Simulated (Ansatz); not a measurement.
**Ta3Ru: energy along a strain**

Ta3Ru, Cmmm, a = 3.269 Å, b = 4.636 Å, c = 8.746 Å. The structure is a Materials Project entry; whether it is the stable form wasn't checked. Ansatz: PBEsol, PAW, 420 eV, Γ-centred 18×18×6 mesh on 4 atoms, Gaussian smearing 0.15 eV; no spin polarisation. Cell vectors (Å): 1.635 -2.318 0.000; 1.635 2.318 0.000; 0.000 0.000 8.746. The cell is strained by x per cent times the pattern (1 1 0 0 0 0) in the order xx yy zz yz xz xy (engineering shears), with fractional coordinates held. y is the free energy over the start, V0 = 16.569 Å³/atom.

| x (%) | y (meV/atom) |
| --- | --- |
| -2.00 | ? |
| -1.00 | 5.41 |
| 0.00 | 0.00 |
| 0.50 | 1.18 |
| 1.50 | 10.81 |
| 2.00 | 19.08 |

Problem. Fit y = c1 x + c2 x² + c3 x³ to the other rows, get the stiffness along the pattern, and predict the missing energy.

Solution. Least squares on the rows shown. y = −0.17052 x + 5.1111 x² − 0.12803 x³. The clamped-ion stiffness p·C·p = 2 × 51.11 eV × 160.2 / 16.569 Å³ = 988 GPa; c1 is there for the stress left in the start, which by itself gives a slope of -0.16 meV/atom per %. At x = -2.00 the fit asked for gives 21.81 meV/atom. The run gave 21.83 meV/atom, so the fit is 0.02 meV/atom too low, a small miss on the scale of the series. The form still works here, 33 % of the fitted range beyond its end.

Spin–orbit coupling is left out, which can shift energies with elements as heavy as these.

Cost: 6 runs of about 3.6 core-minutes in all, on Intel Xeon Platinum 8488C (Sapphire Rapids) (shared hosts).

The energy rises almost parabolically either side of the start, but not symmetrically: 2 % of in-plane compression costs 21.83 meV/atom, against 19.08 meV/atom for the same extension. The residual stress accounts for only a small part of this difference. Most of it comes from the cubic term, the usual anharmonicity of a metal whose short-range repulsion steepens as atoms are pushed together, while cohesion weakens more gently as they move apart.

The large stiffness is in keeping with strong d bonding. Ta, from group 5, has a d band less than half full, and Ru, from group 8, brings additional d electrons that probably fill mainly bonding states.

The 988 GPa is neither a Young's modulus nor a bulk modulus. It combines the two in-plane axial constants with twice their coupling, at fixed c, so it looks large beside any single elastic constant. Letting c contract or expand freely would lower the resistance to in-plane strain. Positive curvature along this one pattern doesn't establish mechanical stability against shear or other distortions.
